Does solid hydrogen bromide become a metal when it is squeezed to 8 GPa, some eighty thousand times atmospheric pressure? The calculation below says so: the band gap is 0.808 eV at 3 GPa and zero in the next row. A gap that closes under pressure is sound physics. The pressure at which it closes here, however, rests on a crystal that HBr doesn't choose for itself and on a theory that tends to make gaps too small.

HBr in space group I4/mmm (conventional a = 5.374, c = 3.337 Å; 24.10 Å³ per atom), relaxed under pressure with its symmetry kept: Ansatz 0.2.0, r2SCAN, plane-wave PAW, scalar-relativistic, no spin polarisation, 500 eV cutoff, Gaussian smearing. Changes are relative to the zero-pressure cell; those in a and c are for primitive vectors, initially 5.374 and 4.148 Å long.

```
applied pressure (GPa)    k mesh  smearing width  volume change (%)  a change (%)  c change (%)  energy change (meV/atom)  band gap (eV)
                     3  10×10×10         0.02 eV             -24.52        -12.81        -10.68                      37.5          0.808
                     8  10×10×10         0.02 eV             -35.59        -19.13        -15.98                     123.2          0.000
                    15  16×16×16          0.1 eV             -43.75        -24.27        -20.18                     255.2          0.000
                    30  16×16×16          0.1 eV             -52.84        -30.68        -25.22                     550.3          0.000
                    60  18×18×18          0.1 eV             -60.72        -36.37        -29.84                    1061.3          0.000
```

**What the pressure squeezes**

The crystal consists of straight chains, Br–H–Br–H, with each hydrogen exactly halfway between two bromine atoms. The "a change" measures how far the chains have moved together. The "c change" is easily misread: it belongs to a slanted vector that links neighbouring chains, and not to the chain direction. The chain period $c$ has to be worked out from the volume per atom $V$ and the spacing $a$. The conventional cell holds four atoms and has the volume $a^2c$, so that

$$c=\frac{4V}{a^2}.$$

At 60 GPa the volume is $24.10\times(1-0.6072)=9.47$ Å³ an atom and $a=5.374\times(1-0.3637)=3.42$ Å. The chain period is then 3.24 Å, only 3 % below its starting value, while $a$ has shrunk by 36 %. Nearly all of the compression takes place between the chains. The H–Br distance, half the chain period, hardly responds.

**The sign of a pinned proton**

The length of this bond, more than its stiffness, is the first warning. In the starting cell the H–Br distance is 1.67 Å, whereas the bond of the free molecule is roughly 1.4 Å. Each hydrogen therefore has two equal, stretched bonds in place of one short bond and one long contact. Such sharing is typical of a hydrogen bond under strong compression, yet here it is present before any pressure acts.

The relaxation could not have undone this sharing, because it preserves the symmetry. Hydrogen sits at an inversion centre, where the pulls from its two bromine neighbours cancel exactly. The force on it is zero whether the midpoint is the bottom of a valley or the top of a hill. The usual sign of a finished relaxation, vanishing forces, thus carries no information about whether the proton wants to stay.

Ordinary solid HBr at low temperature has zigzag chains in which each hydrogen belongs to one bromine. The bromine atoms along such a chain are roughly 3.9 Å apart. Pressure must first push them together, and only then can the proton settle midway, as it does in strongly compressed ice. A series started from the zigzag crystal, which was not run here, should show this as a marked shortening of the chain. The present series starts with that step already taken, which is why its chains have so little left to give.

The constraint also bears on the gap. In the free molecule the highest filled level is a lone pair on bromine, and the empty level above it is antibonding between hydrogen and bromine. A short bond pushes that empty level up; stretching the bond lets it sink towards the filled ones. By this argument, a crystal of distinct molecules should keep a wider gap than the symmetric chain. The series holds no run with the proton off centre, so the size of this effect remains open. It should matter most at low pressure, where the real proton is farthest from the midpoint, and that is just where the table places the change to a metal.

**What the zeros hide**

The four zeros in the gap column look like a plateau, but the electronic structure keeps changing behind them. A gap is the distance from the highest filled level to the lowest empty one. Once these edges have crossed, the column prints zero, although their overlap can still be measured. In the same calculations the overlap is 0.05 eV at 8 GPa and 4.31 eV at 60 GPa. The first metallic row is a borderline case and the last is not. The edges are read on a finite mesh of electron waves, which can miss the true extremes, so the crossing may come somewhat earlier than the mesh shows.

Counting an overlap as a negative gap gives one continuous quantity, $G$. As the chains approach, electron waves on neighbouring chains overlap more and their levels spread into wider bands. The top of the filled bands thereby closes in on the bottom of the empty ones. On the program's energy scale both edges rise over the first 3 GPa, the filled one faster. That scale has no fixed zero from one volume to another, however, so only the distance between the edges carries meaning. Since electron waves fade roughly exponentially outside an atom, a simple form for the gap is

$$G=G_0-B\,e^{-(d-3\,\text{Å})/s},$$

where $d$ is the shortest Br–Br distance between chains. A least-squares fit to the five compressed rows gives $G_0=2.85$ eV, $B=6.20$ eV and $s=0.635$ Å. The three constants partly make up for one another and shouldn't be read as properties of the atoms.

The uncompressed cell took no part in the fit and can serve as a test. There $d=4.15$ Å, so the exponential is $e^{-1.15/0.635}=0.163$ and $G=2.85-6.20\times0.163=1.84$ eV (1.83 eV with unrounded constants). The calculation itself gives 1.72 eV, so the estimate is about 7 % too high. A straight line in the density, fitted to the same five rows, predicts 2.25 eV and does clearly worse.

This result favours the picture of touching chains but doesn't settle the matter. The exponential has one more adjustable constant than the line, and distance and density change together. Moreover, from 30 GPa on, bromine atoms of different chains are closer to each other than those within a chain. The short H–Br bonds still mark out each chain, but a picture of chains that merely touch no longer fits. The formula nevertheless follows the computed values. A good fit doesn't reveal when its picture has expired.

**How a gap error becomes a pressure error**

The functional used here, r2SCAN, is semilocal: it builds the energy from the electron density and related quantities at each point. Functionals of this kind usually place the empty levels too close to the filled ones. One reason is that an electron still partly repels itself, which raises the filled levels. A hybrid functional, which removes part of this self-repulsion, would normally give wider gaps and a later crossing.

The rows show how much such a shift would matter. Straight-line interpolation between them puts the closing of the gap at 7.7 GPa. If every gap were 1 eV wider, an assumed correction of plausible size, the crossing would move to about 15 GPa. With 2 eV it would move to about 26 GPa. An error that looks modest on the energy scale thus doubles or triples the predicted pressure.

One reason is that the starting gap is itself less than 2 eV, so that a correction of 1 or 2 eV is large beside it. The other is that the crystal stiffens as it is compressed. The first 3 GPa lower the gap by 0.91 eV, because the chains are still far apart and easily pushed together. A further fall of 0.93 eV takes the 7 GPa between 8 and 15 GPa. Each additional electronvolt costs more pressure than the one before, so the closing pressure rises by a larger factor than the starting gap does.

**The soft start**

The first row carries a warning of another kind. At 3 GPa the crystal has lost a quarter of its volume, while its energy has risen by only 37.5 meV an atom, or 75 meV for each HBr unit. Forces this weak are easily upset by a small error in the attraction between chains. The functional leaves out the long-range part of dispersion, the attraction between fluctuating charge clouds, which in a solid of this kind is roughly of the order of 0.1 eV for each molecule. The starting volume and the large first contraction are therefore the least secure structural results in the table.

Extra attraction would act like an additional pressure from within. It would bring the chains closer at every applied pressure and close the gap earlier. This error thus works against the one in the gap itself, but nothing ensures that the two cancel. Between 30 and 60 GPa the crystal is on average about fifteen times as stiff as between 0 and 3 GPa, judged by the pressure needed for a given relative change in volume, and the same small attraction would move the atoms much less.

**What can be used**

The trend is more trustworthy than the threshold. Pressing weakly bound chains together broadens their bands and narrows the gap, quickly at first and then ever more slowly for each added gigapascal. The figure of 8 GPa belongs to the symmetric chain in this functional, with nuclei at rest and electron spins paired by construction. No rival structure was compared, nor was decomposition into other substances. The figure shouldn't be used as the pressure at which real HBr starts to conduct.

The same reading can be applied to other compressed molecular solids. Compare the bond lengths at zero pressure with those of the free molecule, and then see which distances yield. If a bond is already stretched and hardly changes, while the spaces around it collapse, the calculation may have imposed at the outset a structure that pressure was supposed to produce.
